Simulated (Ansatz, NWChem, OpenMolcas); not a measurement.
**SnNH4F (SMILES [NH2][SnH2][F]): the vertical energy of the triplet above the singlet, rung by rung**

The species is SnNH4F (7 atoms), meant as a singlet with charge 0. As SMILES, `[NH2][SnH2][F]`. The shape is that of a PBE0-D4/def2-TZVP optimisation. This is one conformer, not always the lowest.

Each level gives the vertical energy of the triplet above the singlet (eV). The values are calculated.

```tsv
level	kind	program	value (eV)	less CCSD(T)/def2-SVP	CPU time (all runs)
TPSS/def2-SVP (core potential)	meta-GGA	OpenMolcas	5.39	-0.37	2 min
B3LYP/def2-SVP (core potential)	global hybrid	NWChem	5.46	-0.30	81 s
M06-2X/def2-SVP (core potential)	hybrid meta-GGA	OpenMolcas	5.83	+0.07	1.7 min
PBE0/def2-SVP (core potential)	global hybrid	OpenMolcas	5.51	-0.25	76 s
HSE06/def2-SVP (core potential)	range-separated hybrid	Ansatz	5.50	-0.26	20 s
MP2/def2-SVP (core potential)	perturbation theory	NWChem	5.98	+0.22	76 s
CCSD(T)/def2-SVP (core potential)	coupled cluster or CI	Ansatz	5.76	0.00	71 s
CCSD(T)/def2-SVP (core potential), open shells restricted	coupled cluster or CI	OpenMolcas	5.76	0.00	2.1 min
```

Differences are taken from CCSD(T)/def2-SVP (core potential) for orientation; it has basis-set and higher-order errors of its own. Spin-orbit coupling is left out. The values span 5.39 to 5.98 eV. A triplet this far above the singlet is often a Rydberg-like or dissociative state; sets without diffuse functions put Rydberg states too high. In the correlated wave-function rows the outer d shell of Sn is correlated, in sets not made for it. CPU times are rough (shared hosts, several kinds of processor and program).

Every level puts the singlet well below the triplet at this geometry, as expected for tetravalent tin, whose four valence electrons are all tied up in σ bonds to nitrogen, fluorine and hydrogen. With no lone pair left on tin, the triplet probably takes an electron from the nitrogen lone pair, which lies above those of the more electronegative fluorine, and places it in an orbital with tin 5s and σ* character. Unpairing therefore costs bonding, unlike in a stannylene, where an empty tin 5p orbital is available.

TPSS, B3LYP, PBE0 and HSE06 all fall below coupled cluster, while M06-2X and MP2 lie above it; among the functionals the gap rises with the share of exact exchange, probably because this changes the balance between the lone pair and the more delocalised acceptor orbital. The restricted and unrestricted coupled-cluster values agree at 5.76 eV, so spin contamination hardly affects that result. The vertical gap does not give the energy of a relaxed triplet, which could lie much lower if a tin–ligand bond stretches.
